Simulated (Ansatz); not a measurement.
## Abstraction of Cl: C2HClF2 + CH2Br → C2HF2 + CH2BrCl

Species: C2HClF2 `FC(F)=CCl`, singlet; CH2Br `[CH2]Br`, doublet; C2HF2 `[CH]=C(F)F`, doublet; CH2BrCl (bromochloromethane) `ClCBr`, singlet. A radical takes Cl: the energy is the difference in strength between two C–Cl bonds in different surroundings.

Shapes, held fixed at every level: PBE0-D4/def2-TZVP. Programs: Ansatz 0.2.0. The zero-point and thermal change to 298 K, harmonic and unscaled (PBE0-D4/def2-TZVP), is +2.8 kJ/mol.

(1) Estimate ΔH(298 K) of this reaction.

Results:

(1) B2PLYP/def2-TZVPP gives ΔH(298 K) = +68.3 kJ/mol; the levels span +52.1 to +70.0. The median of the levels is +68.3. No measured value is set beside it here. Spin contamination: C2HF2 (⟨S²⟩ up to 0.90). Open shells run unrestricted unless RO is named. Relativity is left out for Br unless named. Correlated rows may include outer-core shells of Br, which these sets cover unevenly.

| level | kind | ΔH(298 K) (kJ/mol) |
| --- | --- | --- |
| HF/def2-TZVPP | Hartree–Fock | +52.1 |
| PBE-D4/def2-TZVPP | GGA | +69.2 |
| r2SCAN-D4/def2-TZVPP | meta-GGA | +68.3 |
| B3LYP-D4/def2-TZVPP | global hybrid | +67.8 |
| BHLYP-D4/def2-TZVPP | global hybrid | +67.6 |
| r2SCAN0-D4/def2-TZVPP | global hybrid | +69.4 |
| wB97X-V/def2-TZVPP | range-separated hybrid | +70.0 |
| B2PLYP/def2-TZVPP | double hybrid | +68.3 |

Chlorine transfer from the difluorovinyl carbon to bromomethyl is clearly endothermic at every level, so the C–Cl bond broken is stronger than the one formed. The vinylic bond uses a carbon hybrid rich in s character and gains a little from chlorine lone-pair donation into the π system. Breaking it leaves a largely σ-localised radical with little resonance stabilisation. Bromomethyl, by contrast, is a π-type radical eased by delocalisation onto bromine, and it gives up that stabilisation when it binds chlorine at an sp³ carbon.

The density functionals agree closely, from +67.6 to +70.0 kJ/mol, and show no consistent dependence on the share of exact exchange. Hartree–Fock alone falls well below them at +52.1 kJ/mol, probably because it lacks correlation and artificially lowers the vinyl-type radical through spin polarisation. The sign and approximate size of the bond-strength difference are therefore well supported, but the reaction enthalpy does not show whether chlorine abstraction could compete with radical addition to the double bond.
